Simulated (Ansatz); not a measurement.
B: energy change per atom and pressure as volume scale varies

Plane-wave DFT, scalar-relativistic PAW made under PBE with cores redone for the functional, no dispersion; the given relaxed cell is scaled uniformly, energy at zero smearing counts from the unscaled cell, pressure at the given Fermi-Dirac smearing is positive in compression. The results are calculated, by Ansatz 0.2.0.

The cell before it is scaled or strained (space group Fd-3m, No. 227):
```
CELL_PARAMETERS angstrom
0.00000 2.00150 2.00150
2.00150 0.00000 2.00150
2.00150 2.00150 0.00000
ATOMIC_POSITIONS crystal
B 0.12500 0.12500 0.12500
B 0.87500 0.87500 0.87500
```

Settings of every row: spin polarised no; functional LDA; wave cutoff 420 eV; smearing width 0.1 eV; k mesh 15x15x15.

Atom starting moment: 0 on all atoms.

Limits: the cell comes from a prototype or a list of computed structures and needn't be the stable phase.

```csv
row,volume scale,V (Å³/atom),energy change per atom (meV),pressure (GPa)
1,0.88,7.056,81.55,30.27
2,0.92,7.377,?,?
3,0.96,7.697,7.68,8.27
4,1.04,8.339,7.58,-7.01
5,1.08,8.659,27.89,-12.82
6,1.12,8.98,58.84,-17.68
```

Question: what energy change per atom and pressure should row 2 give?

Worked fit of energy change per atom. Take u = (V_r/V)^(2/3) − 1 with V_r = 8.339 Å³ an atom, which is twice the finite (Eulerian) strain; such expansions in the strain, on which the Birch-Murnaghan equation of state is built, carry the rest volume and the bulk modulus. The shown rows have u = 0.11782, 0.05486, 0, -0.02479, -0.04817. Least squares give energy change per atom = 7.88 − 565.342 × u + 10113.68 × u² meV; a straight line predicts inner rows, each left out in turn, worse (root mean square 33 against 0.63 meV). The rows lie off it by -0.11, 0.38, -0.30, -0.22, 0.26 (root mean square 0.27 meV). The withheld row has u = 0.08515, so the fit gives 7.88 − 565.342 × (0.08515) + 10113.68 × (0.08515)² = 33.07 meV.

The calculation gave 33.64 meV. The fit lies 0.57 meV (1.7 % of the value, 0.77 % of the column's range) below it; its largest miss of a shown row is 0.38 meV.

Worked fit of pressure. Take u = (V_r/V)^(2/3) − 1 with V_r = 8.339 Å³ an atom, which is twice the finite (Eulerian) strain; such expansions in the strain, on which the Birch-Murnaghan equation of state is built, carry the rest volume and the bulk modulus. The shown rows have u = 0.11782, 0.05486, 0, -0.02479, -0.04817. Least squares give pressure = −7.048 + 248.13 × u + 581.32 × u² GPa; a straight line predicts inner rows, each left out in turn, worse (root mean square 1.9 against 0.074 GPa). The rows lie off it by 0.01, -0.04, 0.04, 0.02, -0.03. The pressure vanishes at u = 0.0267, or V = 8.015 Å³ an atom, and there the bulk modulus at fixed shape and fractions is B = −V dP/dV = (2/3)(1 + u) dP/du = 191 GPa. The withheld row has u = 0.08515, so the fit gives −7.048 + 248.13 × (0.08515) + 581.32 × (0.08515)² = 18.30 GPa.

The calculation gave 18.26 GPa. The fit lies 0.04 GPa (0.083 % of the column's range) above it; its largest miss of a shown row is 0.04 GPa.
